Lead dioxide, the active material of the positive plate in a lead–acid battery, has the rutile structure in its common β form: each lead atom has six oxygen neighbours, and the unit cell is a square prism with edges a, a and c. The table follows this crystal from strong compression to strong stretching. At each volume, the shape of the cell and the positions of the atoms were relaxed. A positive pressure must be applied to hold the crystal at that volume; a negative one means that it has to be pulled.

Ansatz 0.2.0, DFT with PBE, plane waves and PAW (scalar-relativistic, no spin polarisation, no dispersion correction), for rutile PbO₂: cutoff 420 eV, 8×8×10 k mesh, Gaussian smearing 0.1 eV. Cell shape and atoms are relaxed at fixed volume, with force tolerance 0.01 eV/Å. Energies are at zero smearing, relative to the elements' standard crystal or gas in PBE.

```csv
volume (relaxed cell) (Å³/atom),c/a (relaxed cell),shortest distance (relaxed cell) (Å),energy over elements (eV/atom),pressure (GPa)
13.041,0.7120,2.080,-0.699,19.560
13.486,0.7031,2.112,-0.744,13.190
13.931,0.6943,2.144,-0.773,7.900
14.375,0.6859,2.178,-0.789,3.540
15.264,0.6698,2.218,-0.789,-2.910
15.709,0.6598,2.225,-0.778,-5.130
16.302,0.6466,2.231,-0.754,-7.330
```

**(a) Use the two rows on either side of zero pressure to predict the pressure in the most compressed and the most stretched cell. Does the prediction hold?**

Near its minimum, the energy can be replaced by a parabola in the volume V. Pressure is minus the slope of the energy with respect to volume, so a parabola gives a straight pressure line. This is Hooke's law for a change of volume. The rows at 14.375 and 15.264 Å³/atom fix the line:

slope = (−2.910 − 3.540) / (15.264 − 14.375) = −7.255 GPa per Å³/atom

For the smallest volume, 13.041 Å³/atom, it gives

p = 3.540 + 7.255 × (14.375 − 13.041) = 13.2 GPa

The calculation gives 19.6 GPa, so the line falls short by about a third of the computed pressure. At the largest volume the line predicts −10.4 GPa, but the computed value is −7.3 GPa. Neither of these end rows was used to draw the line. The crystal resists compression more than the line says, and resists stretching less.

The failure can be recognised without drawing any line. Take two neighbouring rows and form the stiffness, −V Δp/ΔV, with V midway between them. On a straight pressure line this number would rise slowly, in proportion to V. Instead it falls at every step of expansion, from 190 GPa in the most compressed interval to 59 GPa in the most stretched one.

The bend is present in the energies as well as in the pressures. Slopes taken from the total energies agree with the mean pressures of neighbouring rows to about 0.2 GPa, far less than the error of the straight line at either end. A fault in the computed pressure is therefore not what bends the curve.

**(b) Why does the line err in the same direction at both ends, and what should replace it?**

Consider the two limits. If the line were followed to zero volume, it would reach only 3.5 + 7.255 × 14.375 ≈ 110 GPa, as if a finite pressure could squeeze the crystal to nothing. In reality the filled electron shells of neighbouring atoms overlap more and more, and their repulsion rises steeply. The pressure must therefore climb above the line.

In the opposite limit the atoms are pulled far apart. The line would then demand an ever stronger pull, although separated atoms no longer hold each other. The tension must pass through a maximum and fade away, so here too the true pressure lies above the line. A pressure curve that bends upwards at both ends is the natural link between these limits, and its slope is steeper on the compressed side.

A better variable than volume is the Eulerian strain, f = ½[(V₀/V)^(2/3) − 1], where V₀ is the volume at zero pressure. It grows without bound on compression but stays finite on unlimited expansion. Let the energy be E₀ + A f² + C f³, with constants A and C. Since df/dV = −(V₀/V)^(5/3)/(3V₀), the pressure is

p = (V₀/V)^(5/3) × (2A f + 3C f²) / (3V₀)

In this law p rises without bound as V shrinks, for positive C, and vanishes as V grows. It is still not a law for separated atoms: with the constants fitted below, p turns positive again beyond about five times V₀, where the atoms should still attract each other. It should be used only near the volumes of the table.

Three laws were fitted to all seven rows, as the output after the text shows. A refitted straight line has a root-mean-square error of 1.9 GPa. The strain law without the cubic term also has two constants, but errs by only 0.5 GPa. With the cubic term the error drops to about 0.1 GPa, and to 0.2 GPa when each row in turn is predicted from the other six.

A good fit repairs the interpolation, but it inherits the faults of the underlying calculation. The fitted zero-pressure volume is 14.8 Å³/atom, whereas the measured one is roughly 14, a recalled value. PBE commonly binds such solids too weakly, and thermal expansion, which is left out, would usually widen the difference. In every row the filled and empty bands also touch or nearly touch, although stoichiometric PbO₂ is known as a semiconductor with a small gap. PBE tends to make gaps too small, and spin–orbit coupling, which can also shift the bands, is left out.

**(c) Does the crystal at least keep its shape, so that every length follows the cube root of the volume?**

The ratio c/a gives the answer, because uniform scaling would leave it constant. It falls at every step of expansion. From the smallest to the largest volume, uniform scaling would lengthen each edge by 7.7%. In fact a grows by 11% and c by only 1%, so nearly all the change in volume comes from the two directions across the c axis.

The way the structure is linked suggests why. Along c, neighbouring PbO₆ octahedra share edges and form tightly connected chains. Across c, the chains are joined only through corners, which gives the structure more room to yield. This is an argument from the geometry of rutile; the table shows its outcome but does not measure the two resistances separately.

The uneven stretching also explains a trap in the column of shortest distances. This distance rises quickly up to 14.375 Å³/atom but hardly at all beyond 15.264 Å³/atom, ending at 2.231 Å. It is tempting to conclude that the Pb–O bonds have stopped stretching. More probably, the column has changed from one kind of bond to another.

Each lead atom has two bonds at right angles to c and four that lean along it. In the four compressed cells the shortest distance keeps a nearly constant ratio to a, as the first pair would if the oxygen atoms held their relative position. Suppose that they still hold it on further expansion. The pair then lengthens in step with a, while the other four lengthen more slowly because c hardly changes. The estimated lengths cross between 14.375 and 15.264 Å³/atom, just where the column bends.

The crossing is an inference from the cell edges, and the frozen oxygen position is its weak point. At the largest volume it gives 2.254 Å for the four shorter bonds, slightly above the computed shortest distance, so the oxygen atoms must shift a little as well. The crossing does not start the loss of stiffness found in (a), which is already under way in the compressed cells. For a related rutile crystal, the same reasoning suggests looking first at a when the volume changes, and checking which bond is the shortest before reading a trend into it.

Printed output of the fit:

```
Stiffness, straight-line miss and shape:
     row  stiffness from row above to this row (GPa)  line less computed pressure (GPa)  a (Å)  c (Å)  two apical bonds at frozen u (Å)  four equatorial bonds at frozen u (Å)
  13.041                                         n/a                             -6.341   4.79   3.41                              2.08                                  2.148
  13.486                                       189.9                               -3.2  4.864   3.42                             2.113                                  2.164
  13.931                                         163                             -1.139  4.938  3.428                             2.145                                   2.18
  14.375                                         139                                  0   5.01  3.436                             2.176                                  2.195
  15.264                                       107.5                                  0  5.152  3.451                             2.238                                  2.225
  15.709                                       77.26                             -1.009  5.228  3.449                             2.271                                  2.238
  16.302                                       59.38                             -3.111  5.328  3.445                             2.314                                  2.254
fit of pressure on 7 rows: constant 122.6 +/- 11, coefficient of vol -8.126 +/- 0.75; rms 1.87, worst 13.041 -2.88, leave-one-out rms 2.97
fit of pressure on 7 rows: coefficient of ((s/vol)**(7/3) - (s/vol)**(5/3))/2 325.9 +/- 7.5, s 14.9; rms 0.524, worst 16.302 -0.838, leave-one-out rms 0.832
fit of pressure on 7 rows: coefficient of ((s/vol)**(7/3) - (s/vol)**(5/3))/2 313.1 +/- 2, coefficient of (((s/vol)**(2/3) - 1)/2)**2*(s/vol)**(5/3) 957.5 +/- 53, s 14.82; rms 0.0813, worst 15.264 0.115, leave-one-out rms 0.207
Stiffness of the most compressed interval over that of the most stretched (ratio): 3.197
Growth of a from smallest to largest volume (%): 11.24
Growth of c from smallest to largest volume (%): 1.021
Growth of each edge if the cell scaled uniformly (%): 7.723
Oxygen parameter inferred from the compressed rows: 0.3071
Largest difference of mean pressure and energy slope between neighbouring rows (GPa): 0.2213
```
